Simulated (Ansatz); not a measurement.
Ti: the change of energy above lowest point with volume scale

Results calculated with Ansatz 0.2.0, not measured. Free energy against uniform scaling of the volume at fixed shape and fractions; periodic cell, basis, potentials, k mesh and filling as listed.

The cell before it is scaled or strained (space group P6_3/mmc, No. 194):
```
Ti
1.0
      2.9500     0.0000     0.0000
     -1.4750     2.5548     0.0000
      0.0000     0.0000     4.6800
Ti
2
Direct
  0.33333 0.66667 0.25000
  0.66667 0.33333 0.75000
```

Settings of every row: functional PBEsol; dispersion none; potentials all-electron LAPW; k mesh 11x11x6; k shift 0x0x0; occupations fermi dirac; smearing width 0.15 eV; spin none; SCF threshold exponent -9.

Limits: coarse k mesh, up to 40 meV an atom off.

```
row  volume scale  V (Å³/atom)  energy above lowest point (meV/atom)
  1          0.94       16.578                                   0.5
  2          0.96        16.93                                     0
  3          0.98       17.283                                   4.7
  4             1       17.636                                     ?
  5          1.02       17.989                                    28
  6          1.04       18.341                                  45.6
  7          1.06       18.694                                  66.9
```

Question: what energy above lowest point should row 4 give?

Worked fit of energy above lowest point. Take u = (V_r/V)^(2/3) − 1 with V_r = 17.636 Å³ an atom, which is twice the finite (Eulerian) strain; such expansions in the strain, on which the Birch-Murnaghan equation of state is built, carry the rest volume and the bulk modulus. The shown rows have u = 0.04211, 0.02761, 0.01357, -0.01313, -0.02579, -0.0381. Least squares give energy above lowest point = 14.19 − 879.8 × u + 13190 × u² meV/atom; a straight line predicts inner rows, each left out in turn, worse (root mean square 7.8 against 0.055 meV/atom). The rows lie off it by 0.0, 0.0, 0.0, 0.0, -0.1, 0.0. Its lowest point lies at u = 0.0334, or V = 16.79 Å³ an atom, and the curvature there gives the bulk modulus at fixed shape and fractions, B = (4/9)(1 + u)² E″(u)/V = 119 GPa. Letting shape and atoms relax would as a rule lower it, by much in layered, chain or molecular crystals. The withheld row has u = 0, so the fit gives 14.19 − 879.8 × (0) + 13190 × (0)² = 14.2 meV/atom.

The calculation gave 14.2 meV/atom. The fit meets it to the printed digit.
